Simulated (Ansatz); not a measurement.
# Ligand exchange: C2H6F2Sn + C2H3F → C2H7FSn + C2H2F2

Gas-phase species: C2H6F2Sn `C[CH2][SnH]([F])[F]`, singlet; C2H3F `C=CF`, singlet; C2H7FSn `C[CH2][SnH2][F]`, singlet; C2H2F2 `F/C=C/F`, singlet. The partners trade F for H: Sn–F and C–H bonds give way to Sn–H and C–F.

Shapes, held fixed at every level: PBE0-D4/def2-TZVP. Flexible molecules stand in one conformer, not always the lowest. Programs: Ansatz 0.2.0. The zero-point and thermal change to 298 K, harmonic and unscaled (PBE0-D4/def2-TZVP), is -7.9 kJ/mol.

```tsv
level	kind	ΔH(298 K) (kJ/mol)	less CCSD(T)/def2-TZVPP
HF/def2-SVP	Hartree–Fock	+142.6	-16.7
HF/def2-TZVPP	Hartree–Fock	+159.1	-0.2
r2SCAN0-D4/def2-TZVPP	global hybrid	+159.6	+0.3
wB97M-V/def2-TZVPP	range-separated hybrid	+158.3	-1.0
wB97X-V/def2-TZVPP	range-separated hybrid	+158.2	-1.1
B2PLYP/def2-TZVPP	double hybrid	+164.9	+5.6
CCSD/def2-SVP	coupled cluster or CI	+146.7	-12.6
CCSD(T)/def2-TZVPP	coupled cluster or CI	+159.3	0.0
```

The highest level, CCSD(T)/def2-TZVPP, gives ΔH(298 K) = +159.3 kJ/mol; the levels span +142.6 to +164.9. The column of differences is taken from that level and isn't an error. No measured value is set beside it here. For atoms past krypton def2 sets carry core potentials with scalar relativity. Outer-core shells of Sn are correlated, in sets that cover them unevenly.

The exchange is strongly endothermic at every level, so fluorine clearly prefers tin to the vinylic carbon. Tin is much more electropositive than carbon, which gives Sn–F a large ionic contribution, whereas Sn–H is weakly polar and suffers from poor overlap between hydrogen 1s and the diffuse tin valence orbitals. The strong C–F bond formed cannot repay the loss of both Sn–F and C–H.

The two def2-SVP results are the lowest, and Hartree–Fock alone rises from +142.6 to +159.1 kJ/mol with the larger basis. The small set probably describes the fluoride-like fluorine on tin less well than the more covalently bound fluorine on carbon. Hartree–Fock lies close to CCSD(T) in def2-TZVPP because electron pairs are conserved and much of the correlation energy cancels, though agreement this close is probably partly fortuitous. The product is the trans difluoroethene; the cis isomer is known to be slightly more stable, so forming it would be somewhat less uphill without changing the preference.
